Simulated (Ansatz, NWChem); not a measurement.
## How basis sets differ on C2H7BO2 (SMILES COB(C)O)

C2H7BO2 has 12 atoms, charge 0, and is taken as a singlet. SMILES: `COB(C)O`. The shape is that of a PBE0-D4/def2-TZVP optimisation. This is one conformer, not always the lowest.

Each level gives the HOMO–LUMO gap (eV). The values are calculated.

```json
{"level": "HF/STO-3G", "kind": "Hartree–Fock", "program": "Ansatz", "value (eV)": "19.14"}
{"level": "HF/3-21G", "kind": "Hartree–Fock", "program": "Ansatz", "value (eV)": "18.17"}
{"level": "HF/6-31G* (spherical functions)", "kind": "Hartree–Fock", "program": "Ansatz", "value (eV)": "18.32"}
{"level": "HF/def2-SVP", "kind": "Hartree–Fock", "program": "NWChem", "value (eV)": "17.00"}
```

The values span 17.00 to 19.14 eV. A Hartree–Fock LUMO above zero doesn't converge with the basis: it sinks as sets grow more diffuse. Orbital gaps aren't excitation energies.

The gap doesn't fall steadily as the basis improves: it drops from STO-3G to 3-21G, rises slightly with 6-31G*, and reaches its lowest value, 17.00 eV, with def2-SVP. The last two sets are both split-valence with polarisation functions on the heavy atoms, so the difference between them probably reflects the outer exponents, notably on hydrogen, more than the nominal size of the set.

The occupied frontier level of a boronic ester is expected to have mainly oxygen lone-pair character. Donation from oxygen into the formally empty boron p orbital pushes the corresponding antibonding level up, which favours a wide gap. Hartree–Fock widens it further, because a virtual orbital feels the repulsion of all the electrons, without relaxation or correlation to stabilise an added one. The size of the gap is therefore no direct measure of Lewis acidity at boron, and the gaps alone don't show how much of each change comes from the HOMO and how much from the LUMO.
